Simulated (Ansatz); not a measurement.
BN at 11 GPa: from Born charge to LO–TO splitting and polaron coupling

Computed with DFT LDA, scalar-relativistic, plane waves, PAW (Ansatz 0.2.0). Plane waves to 420 eV; Γ-centred k mesh 12×12×12; fixed occupations. No spin polarisation. Phonons by linear response, acoustic sum rule imposed.

The cell, relaxed at 11 GPa:
Space group F-43m (No. 216). a = 3.550 Å, b = 3.550 Å, c = 3.550 Å, α = 90.00°, β = 90.00°, γ = 90.00°
```csv
atom,site,symmetry,x,y,z
B,4a,-43m,0.0000,0.0000,0.0000
N,4c,-43m,0.2500,0.2500,0.2500
```

Linear response gives ν_TO = 1102.9 cm⁻¹, Born charges ±1.866 e (positive on B) and ε∞ = 4.543. The primitive cell holds 11.180 Å³, and the masses are 10.810 and 14.007 amu.

Question: Find ν_LO and the static dielectric constant.

Answer: The long-wave field adds a restoring force: ω_LO² − ω_TO² = Z*²e²/(ε_vac ε∞ μV). In these units ν_LO² − ν_TO² = 4.92064×10⁷ Z*²/(μ V ε∞) cm⁻², with μ = m₁m₂/(m₁ + m₂) = 6.101 amu: 552665 cm⁻². So ν_LO = √(1102.9² + 552665) = 1330.0 cm⁻¹, and the run gives 1330.0. Lyddane–Sachs–Teller then gives ε0 = ε∞ (ν_LO/ν_TO)² = 6.61, against 6.61 in the run (it forms both from the same three quantities, so the match checks the arithmetic only). Between ν_TO and ν_LO the dielectric function is negative and an undamped crystal reflects fully: a reststrahlen band from 7.5 to 9.1 μm.

Question: What do the Clausius–Mossotti polarisability and the Szigeti charge come to?

Answer: With the Lorentz local field, α = (3V/4π)(ε∞ − 1)/(ε∞ + 2) = 1.45 Å³ for the pair, and e_S = 3Z*/(ε∞ + 2) = 0.86 e. The Born charge includes the electrons' response to the dipole's own local field, and e_S takes that enhancement out. The Lorentz field assumes point-like polarisable ions, a poor picture once ε∞ is this large, since the electron clouds then overlap or are shared, so both numbers are formal here.

Question: How strongly does a slow electron couple to the LO mode?

Answer: For one isotropic parabolic band, Fröhlich's constant is α_F = (1/ε∞ − 1/ε0) √(m* Ry/ħω_LO), with Ry = 13.606 eV, ħω_LO = 164.9 meV and m* in free-electron masses: α_F = 0.0688 × 9.08 × √m* = 0.62 √m*. The band mass isn't part of this run; for m* = 0.1, 0.3 and 1 it gives 0.20, 0.34, 0.62. In weak coupling the polaron lies α_F ħω_LO below the band edge (56 meV at m* = 0.3) with a mass m*(1 + α_F/6); past α_F of about 5 or 6 that expansion fails. A semilocal functional's ε∞ tends to be too large, which taken alone lowers α_F.

The large LO–TO splitting doesn't make cubic BN a strongly polar dielectric: ε∞ is 4.543 and ε0 only 6.61, so electrons provide most of the static screening. The stiff, short sp³ bonds explain this. A static field displaces the sublattices against the bond restoring force, and the ionic mass drops out of that response, whereas the light atoms do raise both phonon frequencies and the absolute splitting. The Born charge of 1.866 e is positive on B, as the greater electronegativity of N suggests, but it measures the polarisation produced by atomic displacement, including charge flow along the bonds, and isn't a static charge on the ion.

The small lattice contribution to screening and the high LO energy both keep the Fröhlich constant below one for all the masses tried. This suggests a large, weakly bound polaron rather than a self-trapped electron, at least through this polar channel. The conduction-band minimum of cubic BN lies near X, so a quantitative electron polaron would need the anisotropic valley masses and coupling to other phonons.
